Q: My photoemission spectra of GaN show a valence band with two humps, and I was taught that this band is simply nitrogen 2p. Does the calculation agree?

Density of states of wurtzite GaN (4-atom cell, a = 3.218 Å, c = 5.243 Å), calculated with Ansatz 0.2.0 using r2SCAN and scalar-relativistic plane-wave PAW without spin polarisation, at a 500 eV cutoff and a 12×12×6 k mesh (18×18×9 for the states). Energies are counted from the Fermi level. Values are tetrahedron averages over 0.2 eV bins, with Löwdin shell projections summed over sites.

```
energy (eV)  density of states total (states/eV/cell)  DOS N 2p (states/eV/cell)  DOS Ga 4p (states/eV/cell)  DOS Ga 4s (states/eV/cell)  DOS N 2s (states/eV/cell)  DOS Ga 3d (states/eV/cell)
      -7.95                                      0.04                       0.02                        0.01                        0.01                          0                     0.00000
      -7.55                                      1.02                       0.55                        0.15                         0.3                       0.01                     0.01000
      -7.15                                      2.56                       1.41                        0.26                         0.8                       0.05                     0.03000
      -6.75                                      1.88                       1.03                        0.17                        0.55                       0.08                     0.03000
      -6.35                                      1.58                       0.88                        0.15                         0.4                       0.11                     0.03000
      -5.95                                      0.98                       0.55                        0.15                        0.17                       0.09                     0.02000
      -5.55                                      0.85                       0.49                        0.16                        0.11                       0.07                     0.02000
      -5.15                                      1.64                       1.03                        0.36                        0.16                       0.06                     0.03000
      -4.75                                      1.37                       0.88                        0.28                        0.12                       0.06                     0.03000
      -4.35                                      1.65                        1.1                        0.34                        0.11                       0.06                     0.03000
      -3.95                                      1.86                       1.31                        0.38                        0.09                       0.04                     0.03000
      -3.55                                      2.34                       1.72                        0.44                        0.08                       0.04                     0.04000
      -3.15                                      2.49                        1.9                        0.44                        0.06                       0.03                     0.05000
      -2.75                                      2.94                       2.34                        0.44                        0.05                       0.03                     0.06000
      -2.35                                      3.08                       2.55                        0.39                        0.03                       0.02                     0.07000
      -1.95                                      1.95                       1.67                        0.19                        0.01                       0.01                     0.05000
      -1.55                                      1.13                       1.01                        0.07                           0                          0                     0.03000
      -1.15                                      0.36                       0.33                        0.01                           0                          0                     0.01000
      -0.75                                         0                          0                           0                           0                          0                     0.00000
      -0.35                                         0                          0                           0                           0                          0                     0.00000
       0.05                                         0                          0                           0                           0                          0                     0.00000
       0.45                                         0                          0                           0                           0                          0                     0.00000
       0.85                                         0                          0                           0                           0                          0                     0.00000
       1.25                                      0.01                          0                           0                           0                          0                     0.00000
       1.65                                      0.03                          0                           0                        0.01                       0.01                     0.00000
       2.05                                      0.06                       0.01                        0.01                        0.02                       0.02                     0.00000
       2.45                                      0.09                       0.02                        0.01                        0.03                       0.03                     0.00000
       2.85                                      0.15                       0.03                        0.03                        0.04                       0.05                     0.00000
       3.25                                      0.23                       0.06                        0.05                        0.05                       0.07                     0.00000
       3.65                                      0.84                       0.11                        0.31                        0.16                       0.22                     0.00000
       4.05                                      1.39                       0.19                        0.53                        0.26                       0.35                     0.00000
       4.45                                      1.55                       0.22                        0.62                        0.28                       0.34                     0.00000
       4.85                                      2.02                        0.3                        0.86                        0.33                       0.32                     0.01000
       5.25                                      1.77                       0.29                        0.67                        0.38                       0.26                     0.00000
       5.65                                      1.41                       0.28                        0.53                        0.29                       0.15                     0.00000
```

A: For the most part it does. Each value counts electron states per eV and per cell, and the shell columns say how much of them looks like a given atomic shell. Over the whole valence band, N 2p makes up about 70 % of the states. The other 30 % is mostly gallium, and it is spread very unevenly. That unevenness is the clue to your two humps.

Q: Where does the gallium sit?

A: Take each shell's share of the total in its own row. In the lower hump, at −7.15 eV, Ga 4s holds 31 % of the states. Its share falls from row to row above that and is down to 1 % at −2.35 eV. Ga 4p behaves differently: within the valence band its share is largest at −5.15 eV, with 22 %, if one leaves out the nearly empty row −7.95, where rounding spoils the shares. At the very top, in row −1.15, N 2p holds 92 %.

Q: The Ga 4p column itself is highest near −3 eV, not at −5.15 eV.

A: That is the height, which also grows because there are simply more states in total up there. To learn how a state is built, divide by the total. To learn where most of the Ga 4p weight lies, use the height.

Q: Why should the gallium orbitals sort themselves by energy like this?

A: Because levels that mix repel each other. Put an N 2p level below an empty gallium level at a distance Δ, and let V be the strength of their coupling. As long as V is clearly smaller than Δ, the lower level moves down and takes in some gallium character:

lowering ≈ V²/Δ
gallium share ≈ V²/Δ²

A partner close in energy therefore both pushes harder and mixes more. Ga 4s lies well below Ga 4p and is the closer partner of N 2p. "Empty" is a simplification: the free atom has two electrons in 4s, at an energy expected close to or even below N 2p. In the crystal the projection leaves about 0.8 of those two, and N 2p outweighs Ga 4s even in the lower hump, so here 4s acts as the upper partner.

The valence band then has three tiers. Combinations of N 2p that can bond to Ga 4s sink deepest. Those that find mainly Ga 4p sink less, and those that bond poorly to either stay on top. The same reasoning can be tried on any compound of this kind, by ranking the outer levels of the metal by their distance from the filled p level, and checking in the shares which partner is the upper one.

Q: Do the numbers bear that out, or is it only a picture?

A: They bear out the order. About 77 % of the Ga 4s weight in the valence band lies at or below the dip at −5.55 eV, against only 24 % of the Ga 4p weight. The repulsion itself is theory, and the two formulas are a guide to direction, not to size. With a Ga 4s share near a third, the mixing is no longer weak. The printed output after this text lists the shares and counts; they are plain arithmetic on the table.

Q: What decides whether an N 2p combination can bond to Ga 4s?

A: The signs of the waves on neighbouring atoms. Consider the centre of the Brillouin zone, called Γ, where every cell carries the same phase. A 2p orbital lying across the hexagonal axis has a positive lobe on one side and a negative one on the other. The Ga 4s orbitals around it all have the same sign, so the bonding on one side is cancelled by antibonding on the other. The cancellation is exact by symmetry, and a pair of such states forms the top of the valence band.

A 2p orbital along the axis has another choice. If the signs alternate from one atomic layer to the next, both of its lobes meet Ga 4s with the matching sign, and all four bonds gain. This is the kind of state found at the bottom of the band, where the same calculation has a single level at Γ, close to −8 eV.

Q: And Ga 4p? Symmetry can't forbid p from mixing with p.

A: It doesn't, but near Γ the mixing is weak. Two p orbitals can overlap head-on or sideways, and in the sum over the four neighbours these two contributions work against each other. Further out in the zone the phases change and the cancellation is lifted. This fits the Ga 4p share, which is only about 3 % in the topmost row, yet several times larger deeper down.

Q: What makes the dip between the humps?

A: It is where the lowest two bands thin out while the bands above have not yet come in fully. The two groups overlap, so the density of states drops but stays well above zero. Every second bin is left out of the table, so let each row stand for 0.4 eV. The rows up to −5.55 eV then hold about 3.6 electrons per cell, a little less than the four that fill two bands. That near match is partly a trade. Close to Γ the second band climbs well into the upper hump, while the third band sinks below −6 eV at K, a corner of the zone, and so adds states to the lower hump. The dip is therefore no clean break between the second band and the third, and a few lines through the zone can't show what sets its depth. Around M, the middle of a side of the zone, the third band stays close to −5.2 eV over a run of k points. A flat stretch like that piles up states, which fits the small peak in row −5.15 standing above row −4.75.

The dip also has a chemical signature. From −7.15 to −5.95 eV the N 2s share grows from 2 % to 9 %, while Ga 4s loses almost half of its share. The main N 2s level lies far below this band, so here the repulsion acts upwards: states that take in N 2s are raised. Less push from Ga 4s above and more push from below would fit the place of these states at the upper end of the lower hump. The table shows the shares, not the cause, and the Ga 4p share grows over the same rows, from 10 % to 15 %.

Q: Now the empty side. The density of states seems to start at 3.65 eV. Is that the conduction band edge?

A: No, and this is the easiest mistake to make with such a table. The band edges of the same calculation lie at −1.06 and +1.06 eV, which gives a gap of 2.12 eV. The small values from 1.25 to 3.25 eV are real states. They are thinly spread because they belong to a single band that rises steeply.

Q: How thin is thin?

A: Compare it with free electrons in the same volume. With both spins counted, their density of states is

g = Ω/(2π²) · (2m/ħ²)^(3/2) · √(E − E_c)

Here Ω is the cell volume, 4 × 11.76 = 47.0 Å³, m is the mass of the free electron, E_c is the band edge, and ħ²/2m is 3.81 eV Å². The factor in front of the root comes to 0.32. In row 2.85 the root is √(2.85 − 1.06) = 1.34, so free electrons would give 0.43 states per eV. The table has 0.15, about a third of that.

In row 2.05 the ratio is lower still, about 0.19. In a simple parabolic band the ratio would be the same at every energy, and it would equal the mass ratio to the power 3/2. Here it grows, so the electrons become heavier as they climb, and one effective mass can't describe the whole tail.

Q: Why is the electron side so thin when the hole side is not?

A: The lowest empty states are the antibonding partners of filled ones, with s character on both atoms. An s orbital overlaps with its neighbours equally well in every direction. Away from Γ this band also begins to mix with the N 2p states beneath it, which push it up further, so it rises fast. The repulsion is mutual, so one of the three top valence bands is light too. Along the line out of Γ that I looked at, it has dropped by about 0.9 eV where the conduction band has risen by about as much, nearly a mirror image. The other two stay much flatter, as expected for N 2p orbitals that point across the direction of travel and so can't mix with the s band. These flat bands supply most of the states near the top.

About half an eV inside each band, the valence side has very roughly forty times as many states as the conduction side; the small conduction value is rounded, so the ratio isn't sharp. In a film doped heavily enough to bring the Fermi level into a band, added electrons therefore move it much further than the same number of holes would.

Q: Then what happens at 3.65 eV?

A: The total jumps by a factor of nearly four from the row before, and its Ga 4p part by a factor of six. So states of another kind join in. At Γ a second empty band begins right at the lower edge of this row's bin. Across the hexagonal axis that band is steep: it climbs by about 0.3 eV over the first k points, where the lowest band climbs by about 0.5 eV. Along the axis it is nearly flat, staying between about 3.5 and 3.7 eV, largely inside this row's bin, so it does add states here. How much of the jump it supplies can't be read from single lines through the zone. Flatter parts of the bands away from Γ may supply the rest, but I haven't traced them through the whole zone. Don't read the shell labels too finely up there. Empty states spread out between the atoms, and at 5.65 eV some 11 % of them fit none of the listed shells.

Q: Can I lay these energies over my measured spectrum?

A: Use the order of the features and their orbital make-up, but not their heights, since photoemission weights the shells differently according to the photon energy, and not the gap. Experiment finds roughly 3.5 eV, and functionals of this type are known to give too small a gap. They also tend to place the filled Ga 3d level too high, where it pushes up the N 2p states at the top of the valence band. In addition, the cell is slightly stretched for this functional, with a tension of about 6 GPa, and stretching is known to narrow the gap of GaN. The atoms are also held still, without heat or zero-point motion, which in a real crystal blur the features and narrow the gap somewhat. For the valence band, align the top of your spectrum with −1.06 eV, because the zero of the table lies in the middle of the gap.

Printed output of the fit:

```
electrons per cell in the valence rows, each row standing for 0.4 eV: 11.89
electrons per cell in the rows up to -5.55 eV: 3.564
N 2p part of the valence rows, percent: 69.89
Ga 4s part of the valence rows, percent: 10.26
Ga 4p part of the valence rows, percent: 14.77
part of the valence Ga 4s weight in rows up to -5.55 eV, percent: 76.72
part of the valence Ga 4p weight in rows up to -5.55 eV, percent: 23.92
Ga 4s share in row -7.15, percent: 31.25
Ga 4s share in row -5.95, percent: 17.35
Ga 4s share in row -5.15, percent: 9.756
Ga 4s share in row -2.35, percent: 0.974
Ga 4p share in row -7.15, percent: 10.16
Ga 4p share in row -5.15, percent: 21.95
Ga 4p share in row -2.35, percent: 12.66
Ga 4p share in row -1.15, percent: 2.778
N 2p share in row -7.15, percent: 55.08
N 2p share in row -5.15, percent: 62.8
N 2p share in row -1.15, percent: 91.67
N 2s share in row -7.15, percent: 1.953
N 2s share in row -5.95, percent: 9.184
gap between the band edges, eV: 2.116
density of states in row -1.55 over that in row 1.65: 37.67
density of states in row 2.05 over the free-electron estimate: 0.188
density of states in row 2.85 over the free-electron estimate: 0.3497
total density of states in row 3.65 over that in row 3.25: 3.652
Ga 4p density of states in row 3.65 over that in row 3.25: 6.2
Ga 3d share in row -2.35, percent: 2.273
part of row 5.65 in none of the listed shells, percent: 11.35
```
